Silicon is more electropositive than carbon, so a carbon atom bound to it should gain electron density. If shifts followed charge, both carbons on Si5 would be better shielded than the same groups in an ordinary organic molecule, and their hydrogens would follow to a lesser degree. The molecule offers a direct trial, because Si5 carries a methyl group (C6) and a formyl group (C7) side by side.

Unscaled GIAO shifts of C[Si@H]([GeH3])O[Si@H](C)C=O against TMS, from PySCF 2.14.0 at B97-2/6-31G(d) on gas-phase GFN2-xTB geometries (tblite 0.8.0). The average covers both conformers kept, with Boltzmann weights at 298.15 K from B3LYP-D3(BJ)/def2-SVP energies and GFN2-xTB free-energy terms. Hydrogens bear the number of the atom that carries them.

| atom | nucleus | count | shift in conformer 1 (ppm) | shift in conformer 2 (ppm) | averaged shift (ppm) |
| --- | --- | --- | --- | --- | --- |
| 1 | 13C | 1 | 4.80 | 5.00 | 4.80 |
| 2 | 29Si | 1 | 13.60 | 12.20 | 13.40 |
| 5 | 29Si | 1 | -19.20 | -21.40 | -19.50 |
| 6 | 13C | 1 | -1.60 | -2.30 | -1.70 |
| 7 | 13C | 1 | 232.70 | 231.70 | 232.60 |
| 1 | 1H | 3 | 0.35 | 0.32 | 0.34 |
| 2 | 1H | 1 | 5.84 | 5.87 | 5.84 |
| 3 | 1H | 3 | 3.43 | 3.46 | 3.43 |
| 5 | 1H | 1 | 5.32 | 5.24 | 5.31 |
| 6 | 1H | 3 | 0.30 | 0.31 | 0.31 |
| 7 | 1H | 1 | 12.10 | 12.03 | 12.09 |

**The methyl carbons and the silicons**

The two methyl carbons, C1 and C6, lie within 5 ppm of the TMS reference, where methyl groups on silicon are expected. For C6 the effect of silicon can be sized by imagining carbon in place of Si5. That gives a 2-(silyloxy)propanal, since O4 stays bound to Si2. A simpler 2-alkoxypropanal stands in for it here and below as the carbon analogue; its methyl carbon has a measured shift of roughly 15 ppm, a recalled value. Against it the computed −1.7 ppm lies about 17 ppm lower, as the charge picture demands. The methyl carbon of the silyloxy compound itself should lie a few ppm above 15 ppm, which would make the lowering somewhat larger.

The two silicon rows can't be used to test that picture. Unscaled silicon shifts at this level can be wrong by tens of ppm, as much as the whole distance between the two rows. The argument therefore rests on carbon and hydrogen.

**The formyl carbon**

C7 breaks the pattern. It sits at 232.6 ppm, whereas the formyl carbon of the carbon analogue is found near 200 ppm, again a rough recalled value. The silicon that lowers the methyl shift seems to raise the formyl shift.

The size of the break depends on what counts as regular behaviour. The simplest smooth model lets silicon act equally on both carbons: the methyl row fixes the effect, and the same amount is added to the formyl shift of the carbon analogue. This predicts about 183 ppm, so the computed value is some 49 ppm too high, and the methyl shift of the silyloxy compound would add a few ppm to that excess. If silicon is instead taken to have no effect on a formyl carbon, the excess is still about 33 ppm. Unscaled shifts computed on GFN2-xTB geometries are here set against measured ones, which makes several ppm of either figure insecure, but hardly the direction.

The conformers don't account for it. Between the two conformer columns C7 moves by only 1.0 ppm, a small fraction of either excess. Both conformers hold the C=O bond nearly syn to the Si–O bond, however, so the comparison covers that arrangement alone. The search may have missed others, since a force-field rotamer fell away in the GFN2-xTB step.

**Why a formyl group responds differently**

A shift doesn't simply measure charge. The applied magnetic field also mixes occupied orbitals with empty ones, and the currents that arise in this way can deshield a nucleus. In Ramsey's theory this paramagnetic contribution grows as the energy gap between the two orbitals shrinks. A formyl group has a well-suited pair: the oxygen lone pair n, which lies in the plane of the group, and the empty π* orbital, which stands perpendicular to it. The field acts like a small rotation that turns one towards the other.

Silicon brings this pair closer together. The Si–C bond is a high-lying electron donor, and by mixing with the lone pair it pushes that level up. Empty orbitals on the silicon side mix with π* and pull it down. Such a narrowing fits the fact that acylsilanes absorb at longer wavelengths than ordinary carbonyl compounds, and it should deshield the formyl carbon as well. A methyl group has no such pair of orbitals, so there the donor effect of silicon may show itself, although the table can't separate it from other changes in the shielding.

The size can be estimated. Roughly recalled n→π* excitation energies are 4.3 eV for an ordinary aldehyde and 3.2 eV for an acylsilane. If the n→π* part of the deshielding varies as the inverse of this energy, it grows by the factor 4.3/3.2, or by about a third. To supply the smaller excess of 33 ppm, that part must then amount to roughly 100 ppm in the ordinary aldehyde.

That is a lot to ask. In the carbon analogue the formyl carbon lies about 185 ppm above the methyl carbon (200 − 15), and the n→π* part would have to make up half of this distance. With the larger excess it would be about three quarters. Yet the field turns n towards π* mainly when it points along the C=O bond, and the shift is a mean over three directions. One direction would thus have to supply half or more of what all three give together. The narrower gap acts in the right direction, but it probably can't carry the whole excess alone, and its role here rests on theory.

**The hydrogens**

The hydrogen rows show even more plainly that charge doesn't set the order. Hydrogen bound to silicon or germanium carries more electron density than hydrogen bound to carbon, and should be the better shielded. Yet the germanium-bound hydrogens appear at 3.43 ppm and those on silicon above 5 ppm, while the methyl hydrogens stay near 0.3 ppm. The gaps between these groups are far larger than any change between the conformers. The calculation leaves out spin-orbit coupling on germanium, and its basis set has no polarisation functions on hydrogen, so the exact sizes are rough, but gaps this wide are unlikely to come from either.

The formyl hydrogen repeats the break of its carbon. It appears at 12.09 ppm, against roughly 9.6 ppm recalled for the carbon analogue, an excess of about 2.5 ppm. The additive model, fixed by the methyl hydrogens on C6, raises the excess to about 3.5 ppm. Carbon and hydrogen of the same group thus depart from the charge picture in the same direction.

Here the gap argument is strained further. The same estimate requires the n→π* part to supply nearly nine tenths of the distance between formyl and methyl hydrogens in the carbon analogue. With the larger excess it would need more than the whole distance. A narrower gap alone is therefore an even weaker explanation for the hydrogen than for the carbon.

A possible remedy lies in the shape of the orbital. The paramagnetic term depends on how strongly the field couples the two orbitals as well as on their distance in energy. When the lone pair mixes with the Si–C bond, it spreads from oxygen towards the formyl carbon and silicon, which could strengthen the currents around that carbon, and its hydrogen would feel them too. This second factor is a guess; an analysis of the shielding by orbitals would decide it.

On this reading, the two groups on Si5 differ in the orbitals they bring along. The saturated methyl group lets the electropositive neighbour act as a donor, and its carbon shift falls. The formyl group offers a lone pair close in energy to an empty π* orbital, and the same donor should narrow that gap and so raise the shift. The output below lists both versions of the break and the n→π* share that each would require.

Printed output of the fit:

```
Change from conformer 1 to conformer 2:
  row  atom   Z  change_ppm
    1     1   6         0.2
    2     2  14        -1.4
    5     5  14        -2.2
    6     6   6        -0.7
    7     7   6          -1
    1     1   1       -0.03
    2     2   1        0.03
    3     3   1        0.03
    5     5   1       -0.08
    6     6   1        0.01
    7     7   1       -0.07
Formyl C less methyl C on the same silicon (ppm): 234.3
Methyl C1 less methyl C6 (ppm): 6.5
H on Si5 less methyl H on C6 (ppm): 5
H on Ge less methyl H on C6 (ppm): 3.12
Silicon effect on methyl C against recalled carbon analogue (ppm): -16.7
Silicon effect on methyl H against recalled carbon analogue (ppm): -0.99
Formyl C predicted by the additive model (ppm): 183.3
Formyl H predicted by the additive model (ppm): 8.61
Break of formyl C against the additive model (ppm): 49.3
Break of formyl H against the additive model (ppm): 3.48
Break of formyl C if silicon had no effect (ppm): 32.6
Break of formyl H if silicon had no effect (ppm): 2.49
Growth of an inverse-gap term from recalled excitation energies (percent): 34.37
Share of formyl C offset needed from n to pi* with smaller break (ratio): 0.5126
Share of formyl C offset needed from n to pi* with larger break (ratio): 0.7752
Share of formyl H offset needed from n to pi* with smaller break (ratio): 0.8727
Share of formyl H offset needed from n to pi* with larger break (ratio): 1.22
```
